# Onsager reciprocity in a plane slit: a four-velocity model

## Setting and conventions

A monatomic vapour fills $-H/2<y<H/2$ between walls at the local temperature $T(x)$. Lengths are in units of $H$, velocities $\mathbf c$ in units of $v_0=\sqrt{2k_BT/m}$. The rarefaction is $\delta=pH/(\mu v_0)$, with $\mu$ the viscosity. The small drives are $X_P=H\,d\ln p/dx$ and $X_T=H\,d\ln T/dx$. With $f=f_0(1+h)$, $f_0$ the local Maxwellian, the linearised BGK equation with collision rate $p/\mu$ is

$$c_y\partial_yh=\delta(2c_xu-h)-c_x\left[X_P+(c^2-\tfrac52)X_T\right],$$

where $u$ is the mean velocity along $x$. Per unit width, the mass flow and the heat flow (energy flow minus enthalpy flow) define the coefficients:

$$\dot M=\frac{Hp}{v_0}(-G_PX_P+G_TX_T),\qquad \dot Q=\frac{Hpv_0}{2}(Q_PX_P-Q_TX_T).$$

The general statement is $G_T(\delta)=Q_P(\delta)$. Setting $\dot M=0$ gives the transpiration exponent $\gamma=d\ln p/d\ln T=G_T/G_P$.

## Reduction

Let $Y(y,c)=\pi^{-1}\iint c_xh\,e^{-c_x^2-c_z^2}dc_xdc_z$ with $c\equiv c_y$. Per unit drive,

$$c\,Y'=\delta(u-Y)-\tfrac12s,\qquad s^P=1,\quad s^T=g=c^2-\tfrac12,$$

and $u=\langle Y\rangle$, the average with weight $e^{-c^2}/\sqrt\pi$. Under the pressure drive $h=2c_xY$, so the heat flux is $q^P=\langle gY^P\rangle$. With a bar for the mean over $y$: $G_P=-2\bar u^P$, $G_T=2\bar u^T$, $Q_P=2\bar q^P$.

**Predict:** how few values of $|c|$ can carry thermal creep?

One speed fails, because $\langle g\rangle=0$ would force $g=0$. Two suffice. Take the four-point Gauss–Hermite set $c=\pm v_{1,2}$ with $v_{1,2}^2=(3\mp\sqrt6)/2$ and pair weights $W_{1,2}=(3\pm\sqrt6)/6$: $v_1=0.5246$, $v_2=1.6507$, $W_1=0.9082$, $W_2=0.0918$. Then $W_kv_k^2=\tfrac14$ and $W_1g_1=-W_2g_2=-\sqrt6/12$.

## Why the cross coefficients agree

**Predict:** with which function must the equation for $Y^P(c)$ be multiplied so that the derivatives combine?

With the reversed solution $Y^T(-c)$. Multiply the equation for $Y^T(-c)$ by $Y^P(c)$, subtract, and average over $c$. The operator $LY=\delta(\langle Y\rangle-Y)$ is self-adjoint in the weighted product and commutes with $c\to-c$, so the collision terms cancel:

$$\frac{d}{dy}\langle c\,Y^P(c)Y^T(-c)\rangle=\tfrac12(q^P-u^T).$$

Let a wall act as $Y_k^{\rm out}=\sum_lA_{kl}Y_l^{\rm in}$. The bracket there is proportional to $\sum_{kl}W_kv_kA_{kl}\,(Y^{P,\rm in}_kY^{T,\rm in}_l-Y^{T,\rm in}_kY^{P,\rm in}_l)$. It vanishes for all incoming data exactly when $W_kv_kA_{kl}$ is symmetric, which is kernel reciprocity in this model. Diffuse walls have $A=0$. Integration over $y$ gives $\bar q^P=\bar u^T$, so $G_T=Q_P$. Only the integrals are equal; the profiles need not be.

## Closed solution for diffuse walls

Write $Y(\pm v_k)=E_k\pm O_k$. Then $v_kE_k'=-\delta O_k$ and $v_k^2E_k''=\delta^2(E_k-u)+\tfrac12\delta s_k$, with $E_k+(v_k/\delta)E_k'=0$ at $y=\tfrac12$. Set $S=E_1+E_2$, $D=E_1-E_2$, $\lambda=\sqrt{2/3}$. Then $u=(S+\lambda D)/2$, $q^P=-\sqrt6D/12$, and

$$S=a+\langle s\rangle\delta y^2,\qquad D=D_0+b\cosh\lambda\delta y,$$

with $D_0^P=-\sqrt6/\delta$ and $D_0^T=\sqrt6/(2\delta)$. Define $\Sigma=v_1+v_2=2.1753$, $\Delta=v_2-v_1=1.1260$, $\beta=b\sinh(\lambda\delta/2)$, $t=\tanh(\lambda\delta/2)$ and $\tau=t/(2+\lambda\Sigma t)$. The difference and the sum of the two wall conditions give

$$\beta=(\Delta\langle s\rangle-2D_0)\tau,\qquad a=-\langle s\rangle\left(\frac\delta4+\frac\Sigma2\right)+\frac{\lambda\Delta\beta}{2},$$

and the means are $\bar S=a+\langle s\rangle\delta/12$, $\bar D=D_0+2\beta/(\lambda\delta)$.

**Predict:** $Q_P$ uses only $\bar D^P$, while $G_T$ uses both $\bar S^T$ and $\bar D^T$. Compute each before reading on.

Let $B=\Delta+2\sqrt6/\delta$, so $\beta^P=\tau B$ and $\beta^T=-\sqrt6\tau/\delta$. Using $\lambda=\sqrt6/3$,

$$Q_P=-\frac{\sqrt6}{6}\bar D^P=\frac{1-\tau B}{\delta},\qquad G_T=\lambda D_0^T+\frac\lambda2B\beta^T=\frac{1-\tau B}{\delta},$$

$$G_P=\frac\delta6+\frac\Sigma2+\frac2\delta-\frac\lambda2\tau B^2.$$

At $\delta=1$, $\tau=0.1440$ and $B=6.025$.

| $\delta$ | $G_P$ | $G_T=Q_P$ | $\gamma$ |
|---|---|---|---|
| $\to0$ | 0.893 | 0.1327 | 0.149 |
| 1 | 1.120 | 0.1324 | 0.118 |
| 10 | 2.672 | 0.0572 | 0.0214 |

## The free-molecular limit

**Predict:** reciprocity is exact here, yet $\gamma$ tends to 0.149 and not to $\tfrac12$. Which atoms are missing?

Without collisions the mean of $Y$ is $-s/(4v)$ with $v=|c|$, so $G_P=\tfrac12\langle1/v\rangle$ and

$$\gamma_0=\frac12-\frac{\langle v\rangle}{\langle1/v\rangle}.$$

The model has $\langle v\rangle=0.628$ and $\langle1/v\rangle=1.787$. For the continuous Maxwellian $\langle1/v\rangle$ diverges, because atoms at grazing incidence fly arbitrarily far along $x$. Collisions cut this off. Keep the loss term $-\delta Y$ and drop $\delta u$; then $1/(2v)$ becomes $K=\delta^{-1}[1-(v/\delta)(1-e^{-\delta/v})]$, with $G_P=\langle K\rangle$ and $G_T=-\langle gK\rangle$. For small $\delta$,

$$G_P\simeq\frac{\ln(1/\delta)+0.634}{\sqrt\pi},\qquad G_T\simeq\frac{G_P}2-\frac1{2\sqrt\pi},\qquad \gamma\simeq\frac12-\frac{1}{2[\ln(1/\delta)+0.634]},$$

where $0.634=\tfrac32(1-\gamma_E)$ and $\gamma_E$ is Euler's constant. The dropped term has relative size $\delta G_P$, which is 0.004 at $\delta=10^{-3}$. The exponent is 0.43 at $\delta=10^{-3}$ and 0.46 at $10^{-5}$. In a slit both coefficients diverge, and their ratio reaches $\tfrac12$ only logarithmically. This requires length and width well above the free path $H/\delta$. Reciprocity follows from symmetry and survives the truncation to four velocities; the limit $\tfrac12$ needs the grazing atoms and does not.

## Numbers for Na vapour

Assumed inputs: mass 22.99 u, $T=900$ K, $\mu=1.8\times10^{-5}$ Pa s, $H=10^4$ nm, diffuse re-emission without net condensation. Then $v_0=807$ m/s, $k_BT=0.0776$ eV, and $\delta=1$ means $p=1.45$ kPa, below the typical saturation pressure of about 4 to 5 kPa near this temperature. Na$_2$ dimers, typically a few per cent of the vapour at most, are neglected.

**Predict:** in isothermal flow, how much energy does each transported atom carry?

Dividing $\dot Q$ by $\dot M/m$ at $X_T=0$ gives $-(Q_P/G_P)k_BT$, which reciprocity turns into $-\gamma k_BT$. The energy per atom is $(\tfrac52-\gamma)k_BT$, and $\gamma=\tfrac12$ gives the effusion value $2k_BT$. In the model at $\delta=1$ the deficit is 9.2 meV per atom. The same $\gamma$ fixes transpiration: ends at 880 and 920 K with no net flow differ by $\Delta p/p=\gamma\,\Delta T/T=0.5\,\%$, the hot end being higher. These are the model's numbers. It lacks grazing atoms and has the BGK Prandtl number 1 where 2/3 is typical of a monatomic gas; a typical exponent for such a gas in a diffuse slit at $\delta=1$ is roughly 0.2 to 0.25, so both values fall low by about a factor of two, while their link through $G_T=Q_P$ is unaffected.